**Problem.** Take the ground terms TiO X$^3\Delta$ (open shells $\sigma^1\delta^1$) and TiH X$^4\Phi$ ($\sigma^1\pi^1\delta^1$), each as a single configuration. Approximate inputs:

- effective Ti 3d constant $\zeta=100$ cm$^{-1}$ for $\pi$ and $\delta$, chosen to give splittings typical of both molecules
- TiO $^1\Delta(\sigma\delta)$ at $\Delta E=3400$ cm$^{-1}$ and lowest $^3\Pi$ near 12000 cm$^{-1}$
- rotational constants $B=0.53$ cm$^{-1}$ (TiO) and 5.4 cm$^{-1}$ (TiH)

Find (a) the $\Omega$ components, also for $^3\Sigma^\pm$ and $^3\Pi$, (b) the first-order energies, (c) the leading corrections.

**Note 1, conventions.** $\Lambda$ and $\Sigma$ are signed projections on the axis, in units of $\hbar$. In $C_{\infty v}^*$ the angle $\varphi$ runs to $4\pi$. The irrep with $\Omega>0$ has $\chi(\varphi)=2\cos\Omega\varphi$ and $\chi(\sigma_v)=0$. The irreps $0^\pm$ ($\Sigma^\pm$) have $\chi(\sigma_v)=\pm1$.

**Note 2, why the triplet contains $\Sigma^-$.** The spin character is $\chi_S(\varphi)=\sum_\Sigma e^{-i\Sigma\varphi}$. A reflection is inversion times a perpendicular $C_2$, and inversion leaves spin alone, so $\chi_S(\sigma_v)=\chi_S(\pi)$. For $S=1$, $\chi_S=1+2\cos\varphi$ gives $-1$. $\Pi$ contributes nothing to it, hence $\Sigma^-+\Pi$. Likewise $S=\tfrac12$ spans $E_{1/2}$ and $S=\tfrac32$ spans $E_{1/2}+E_{3/2}$.

**Note 3, part (a).** The identity $2\cos a\varphi\cdot2\cos b\varphi=2\cos(a+b)\varphi+2\cos(a-b)\varphi$ yields $\Omega=|\Lambda+\Sigma|$.

- $^3\Delta$: $\Omega=1,2,3$ (6 states).
- $^4\Phi$: $\Omega=\tfrac32,\tfrac52,\tfrac72,\tfrac92$ (8 states).
- $^3\Sigma^-$: $\Sigma^-\times\Sigma^-=\Sigma^+$, so $0^+,1$ ($0_g^+,1_g$ for ground-state O$_2$).
- $^3\Sigma^+$: $0^-,1$.
- $^3\Pi$: $\Pi\times\Pi$ leaves two $\Omega=0$ states with total $\chi(\sigma_v)=0$, so $0^+,0^-,1,2$.

**Note 4, why $A\Lambda\Sigma$.** Write $H_{so}=\zeta\sum_i[l_{iz}s_{iz}+\tfrac12(l_i^+s_i^-+l_i^-s_i^+)]$. The ladder terms change $\Lambda$ by one and so leave the term. High-spin functions are symmetric in the $2S$ open-shell spins, so $\langle s_{iz}\rangle=\Sigma/2S$, and
$$E=\frac{\zeta\Sigma}{2S}\sum_i\lambda_i=A\Lambda\Sigma,\qquad A=\frac{\zeta}{2S}.$$
The partner $(-\Lambda,-\Sigma)$ has the same energy. The energy follows $\Lambda\Sigma$, not $\Omega$: $^4\Pi$ has $\Omega=\tfrac12$ twice, at different energies. At this order $\Sigma$ terms stay unsplit and the $0^\pm$ of $^3\Pi$ stay degenerate.

**Note 5, part (b).** TiO has $A=50$ cm$^{-1}$ and TiH has $A\approx33$ cm$^{-1}$. Since $|\Lambda|=2S$ in both, the spacing is $A|\Lambda|=\zeta=100$ cm$^{-1}$.

| term | $\Omega$ | $E$ / cm$^{-1}$ |
|---|---|---|
| $^3\Delta$ | 1, 2, 3 | $-100$, 0, $+100$ |
| $^4\Phi$ | 3/2, 5/2, 7/2, 9/2 | $-150$, $-50$, $+50$, $+150$ |

**Note 6, part (c), fixed nuclei.** $H_{so}$ is totally symmetric in $C_{\infty v}^*$, so it couples only equal $\Omega$, and $0^+$ never to $0^-$. Thus $^1\Delta_2$ acts on $^3\Delta_2$ alone. Between $(\delta\alpha\,\sigma\beta\pm\delta\beta\,\sigma\alpha)/\sqrt2$ the operator $2\zeta s_z(\delta)$ has the element $\zeta$, so $^3\Delta_2$ shifts by $-\zeta^2/\Delta E=-2.9$ cm$^{-1}$. The intervals become 97 and 103 cm$^{-1}$. Ladder coupling to $^3\Pi$ is of order $\zeta^2/(12000\ \mathrm{cm^{-1}})=0.8$ cm$^{-1}$, which limits both to about the last digit.

**Note 7, part (c), rotation.** $\Omega$ is exact only for a fixed axis. The operator $B[(J_x-S_x)^2+(J_y-S_y)^2]$ has diagonal elements $B[J(J+1)-\Omega^2+S(S+1)-\Sigma^2]$. It couples $(\Omega,\Sigma)$ to $(\Omega+1,\Sigma+1)$ with modulus
$$V=B\sqrt{J(J+1)-\Omega(\Omega+1)}\,\sqrt{S(S+1)-\Sigma(\Sigma+1)}.$$
For TiO at $J=2$ and TiH at $J=\tfrac52$, the condition $\Omega\le J$ admits only the two lowest components. With first-order energies their diagonal gap is $D=\zeta-2B$, and the admixed weight is $w=\tfrac12[1-D/\sqrt{D^2+4V^2}]$.

- TiO: $V=2\sqrt2B=1.5$ cm$^{-1}$, $D=99$ cm$^{-1}$, $w=0.02\,\%$.
- TiH: $V=\sqrt{15}B=21$ cm$^{-1}$, $D=89$ cm$^{-1}$, $w=5\,\%$.

These numbers are the model's, and $\zeta$ was chosen, so the spacings test nothing. At these lowest coupled levels $\Omega$ is a nearly pure label for TiO but already blurred for the hydride, and $V$ grows roughly linearly with $J$.